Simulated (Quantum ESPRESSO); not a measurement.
# Energy of hexagonal Gd against its total spin moment, and the stiffness of that moment, in PBE

A Gd atom carries seven parallel 4f spins, 14 μB for the two atoms of the cell, yet the free run settles at 15.22 μB. The excess must sit in the conduction electrons, and the problem is to find what it costs to change it, and what happens when the imposed moment is more than those electrons can supply. The answer bears on magnetic refrigeration and on models of hot magnets, which need to know whether moments merely turn or also change length. The total spin moment is held at set values in a fixed cell with PBE, and the energy per cell is measured from the free run. All states start from parallel moments, so the curve says nothing about antiferromagnetic order.

## How the numbers were made

One system, Gd (P6_3/mmc), 2 atom(s) a primitive cell, from measured cells of the Crystallography Open Database (measured order: ferro (arxiv:2107.11370)). Quantum ESPRESSO 7.5, plane waves with SSSP 1.3 efficiency PBE pseudopotentials, cutoff 680 eV, Fermi-Dirac smearing of 0.1 eV, k meshes whose coarsest spacing along a reciprocal vector is 0.25 1/Å over all runs (2π included). Functional: PBE, no Hubbard U; collinear spins, no spin-orbit coupling. Atoms and cell are fixed. The total spin moment is held at set values by separate Fermi energies for the two spins, starting from parallel moments on Gd; one run leaves it free. Runs that did not converge or carry a known fault are not listed.

Notes on method and selection:

- Only states reached from a parallel start are followed; an antiferromagnetic order, which may lie lower, is outside this curve.
- Site moments count the spin inside each program's own atomic sphere, so they depend somewhat on its radius and leave out the spin between the spheres.
- Quantum ESPRESSO sets the radius of an element's spheres to about 0.41 of its shortest distance to a neighbour.
- Landau's expansion E = E0 + a M^2 + b M^4 is a quadratic in the squared moment.
- The variable on the horizontal axis was chosen because the fit in it was close; otherwise the moment or the wavevector itself is used without a fit.
- A measured moment is set beside the table only where the run ends ferromagnetic and the measured order is ferromagnetic too.
- Runs that did not converge, have known faults or may not be shown are not listed, and runs on Ansatz's PAW sets soft_1 and soft_2 are kept to separate tables.

Columns:

- squared moment (μB² (cell moment)): square of that moment.
- total moment (μB per cell): total spin moment of the cell, held fixed (free in one row).
- site moment (μB): largest site spin moment.
- holding field (meV per μB): half the difference of the up and down Fermi energies that hold the moment, equal to dE/dM.
- absolute moment (μB per cell): integral of the absolute spin density over the cell.
- energy (meV per cell): free energy less that of the run with the moment left free.

## Data

| member | squared moment (μB² (cell moment)) | total moment (μB per cell) | site moment (μB) | holding field (meV per μB) | absolute moment (μB per cell) | energy (meV per cell) | remark |
| --- | --- | --- | --- | --- | --- | --- | --- |
| 5.14 muB | 26.378 | 5.14 | 3.51 | −1012 | 11.81 | 8067.6 |  |
| 7.70 muB | 59.336 | 7.70 | 5.01 | −1806 | 15.73 | 4851.1 |  |
| 10.27 muB | 105.493 | 10.27 | 5.85 | −797 | 14.97 | ? |  |
| 12.84 muB | 164.840 | 12.84 | 6.62 | −248 | 13.92 | 320.8 |  |
| free | 231.545 | 15.22 | 7.33 | 0 | 15.22 | 0.0 | moment left free |
| 15.41 muB | 237.376 | 15.41 | 7.39 | 46 | 15.41 | 4.3 |  |
| 17.97 muB | 323.101 | 17.97 | 8.16 | 548 | 17.97 | 902.1 |  |
| 20.54 muB | 421.974 | 20.54 | 8.99 | 10209 | 20.54 | 8222.8 |  |

Cells marked ? are withheld until the estimate has been made.

Least-squares fits to the members shown, with x = squared moment (μB² (cell moment)); R² and errors in the fitted variable (y, or ln y where the fit is in ln y):

| y | members | fit | R² | rms residual | leave-one-out rms | the same for the mean of the others |
| --- | --- | --- | --- | --- | --- | --- |
| energy (meV per cell) | 7 | y = 10160 − 94.62 x + 0.2119 x² | 0.99 | 425 | 1030 | 4081 |

## What drives the series

Among the members shown, the energy falls from 8067.6 meV at 5.14 μB to zero at 15.22 μB and rises to 8222.8 meV at 20.54 μB. The stiffness is the slope of the holding field, $d^2E/dM^2$. Just above the free moment it is 46 / (15.41 − 15.22) = 242 meV per μB². The energy gives nearly the same, 2 × 4.3 / (15.41 − 15.22)² = 238. A field of 1 T corresponds to roughly 0.06 meV per μB, so it would lengthen the cell moment by only about 0.06 / 242 = 0.0002 μB.

Near the minimum the 4f shell stays half filled and the conduction electrons, mainly 5d and 6s, change their spin. Moving them between the spin bands costs band energy, part of which exchange returns. Counting three such electrons per atom, the cell can reach 14 + 6 = 20 μB when all are parallel to the 4f spins and 14 − 6 = 8 μB when all are opposed.

Both limits leave a mark. At 20.54 μB the down-spin conduction band is empty and electrons must come from the deep 5p shell. The down-spin Fermi energy drops accordingly, and the holding field jumps from 548 to 10209 meV per μB. At the other end, the site moment falls by 5.85 − 5.01 = 0.84 μB between 10.27 and 7.70 μB but by 5.01 − 3.51 = 1.50 μB between 7.70 and 5.14 μB, as expected once the 4f shell itself loses spin. Its exchange splitting then shrinks, which can explain why the holding field weakens from −1806 to −1012 meV per μB.

Landau's form follows the broad well but not its bottom. The fit has its minimum at a squared moment of 94.62 / (2 × 0.2119) = 223, where it gives about −400 meV, and its rms residual of 425 meV is far larger than the energies that define the stiffness.

## A prediction

Plain estimates from the members shown:

- 10.27 muB, fit at x = 105.493: 2536.4 meV per cell
- 10.27 muB, straight-line interpolation between 7.70 muB and 12.84 muB: w = (105.493 − 59.336) / (164.840 − 59.336) = 0.437, so 4851.1 + 0.437 × (320.8 − 4851.1) = 2869.1 meV per cell

The straight line, 2869.1 meV, ignores the strong curvature of the well, and the Landau fit has a leave-one-out error of 1030 meV. The holding fields offer a better route, because they are the slopes of the wanted curve.

The moment 10.27 μB lies midway between 7.70 and 12.84 μB, a span of $H$ = 5.14 μB. A cubic that matches energy and slope at both ends has the midpoint value

$$E_m = \frac{E_1+E_2}{2} + \frac{H}{8}\,(E_1' - E_2').$$

The mean energy is (4851.1 + 320.8) / 2 = 2586 meV. The slope term is 5.14 × (−1806 + 248) / 8 = −1001 meV. The result is 2586 − 1001 = 1585 meV.

The holding field at 10.27 μB was not used and serves as a check. The cubic has the midpoint slope 1.5 × (320.8 − 4851.1) / 5.14 + (1806 + 248) / 4 = −809 meV per μB, against −797 in the table. The site moment also changes evenly across this span, so no sudden loss of 4f spin is expected inside it.

Tried on 15.41 μB from its neighbours at 12.84 and 17.97 μB, the mean energy is (320.8 + 902.1) / 2 = 611 meV and the same formula gives 611 − 510 = 101 meV, where the table has 4.3 meV. That miss of 97 meV sets the error bar at 100 meV.

**Committed estimate, 10.27 muB: energy = 1590 ± 100 meV per cell.**

## How the estimate fared

| member | squared moment (μB² (cell moment)) | total moment (μB per cell) | site moment (μB) | holding field (meV per μB) | absolute moment (μB per cell) | energy (meV per cell) |
| --- | --- | --- | --- | --- | --- | --- |
| 10.27 muB | 105.493 | 10.27 | 5.85 | −797 | 14.97 | 1691.6 |

| member | estimate | energy (meV per cell) | computed | estimate − computed | miss in error bars |
| --- | --- | --- | --- | --- | --- |
| 10.27 muB | committed | 1590.0 | 1691.6 | −101.6 | 1.0 |
| 10.27 muB | fit | 2536.4 | 1691.6 | +844.8 |  |
| 10.27 muB | interpolation | 2869.1 | 1691.6 | +1177.5 |  |

The estimate of 1590 meV per cell lies 101.6 meV below the computed 1691.6 meV, just outside its error bar of 100 meV. It is much closer than the Landau fit, which is 844.8 meV too high, and the straight line, 1177.5 meV too high.

The use of the holding fields as slopes held: they supplied the curvature that the straight line lacks, though slightly too much of it. The check on the midpoint slope was weaker than it looked. A term proportional to $(M-M_1)^2(M-M_2)^2$ changes neither the energies and slopes at the two ends nor the slope midway, yet it shifts the midpoint energy. Agreement between −809 and −797 meV per μB therefore could not reveal this miss.

The new energy shows how the cost grows as the moment is reduced. From 12.84 to 10.27 μB it averages (1691.6 − 320.8) / 2.57 = 533 meV per μB, and from 10.27 to 7.70 μB (4851.1 − 1691.6) / 2.57 = 1229. That fits conduction spins being turned against the 4f spins at a rising price, though the energy alone does not identify the electrons involved.

## Members off the line

Least-squares fits to the whole series, with x = squared moment (μB² (cell moment)); R² and errors in the fitted variable (y, or ln y where the fit is in ln y):

| y | members | fit | R² | rms residual | leave-one-out rms | the same for the mean of the others |
| --- | --- | --- | --- | --- | --- | --- |
| energy (meV per cell) | 8 | y = 9989 − 94.75 x + 0.2136 x² | 0.98 | 479 | 859 | 3783 |

Largest departures from the fit to the whole series:

| member | energy (meV per cell) | fit | computed − fit | in rms residuals |
| --- | --- | --- | --- | --- |
| 17.97 muB | 902.1 | 1673.8 | −771.7 | 1.6 |
| 10.27 muB | 1691.6 | 2370.6 | −679.0 | 1.4 |
| free | 0.0 | −498.1 | +498.1 | 1.0 |
| 15.41 muB | 4.3 | −466.6 | +470.9 | 1.0 |

The largest departures, at most 1.6 rms residuals, come from the shape of the fit more than from any odd run. The computed energies lie below it on the flanks, by 771.7 meV at 17.97 μB and 679.0 meV at 10.27 μB, and above it at the bottom, by 498.1 meV for the free run and 470.9 meV at 15.41 μB. The well is flatter at the bottom and steeper at its outer ends than a quadratic in the squared moment.

The likeliest reason is that one smooth form is laid across different electronic regimes. The run at 20.54 μB pulls hardest on the upper side, since it lies beyond the 20 μB that three conduction electrons per atom allow. If the last 20.54 − 20 = 0.54 μB is charged at the final holding field, it costs 0.54 × 10209 = 5513 meV. The other 8222.8 − 902.1 − 5513 = 1808 meV, spread over 20 − 17.97 = 2.03 μB, makes 1808 / 2.03 = 891 meV per μB, a plausible continuation of the 548 found at 17.97 μB. Most of the steep rise can thus be put down to emptying 5p states, which Landau's two terms do not describe.

## What to take away

The moment is stiffer against lengthening than against shortening. From the free run to 17.97 μB the mean stiffness is 2 × 902.1 / (17.97 − 15.22)² = 239 meV per μB², but down to 12.84 μB it is 2 × 320.8 / (15.22 − 12.84)² = 113. At room temperature, with $k_BT$ roughly 25 meV, the first value gives a classical length fluctuation of √(25 / 239) = 0.32 μB per cell, about 2% of the moment, if both atoms change together and each cell is taken to fluctuate on its own with the stiffness found for a uniform change.

For a new moment between two runs, energies and holding fields together missed by about 100 meV over a span of 5.14 μB in both trials, once too high and once too low. The Landau fit, with a leave-one-out error of 859 meV, is of no use near the minimum.

The omitted effect likely to matter most is a Hubbard U on the 4f shell. It could raise the energy at 5.14 μB by several eV, because 4f spin is lost there, so that end of the curve is the least certain.
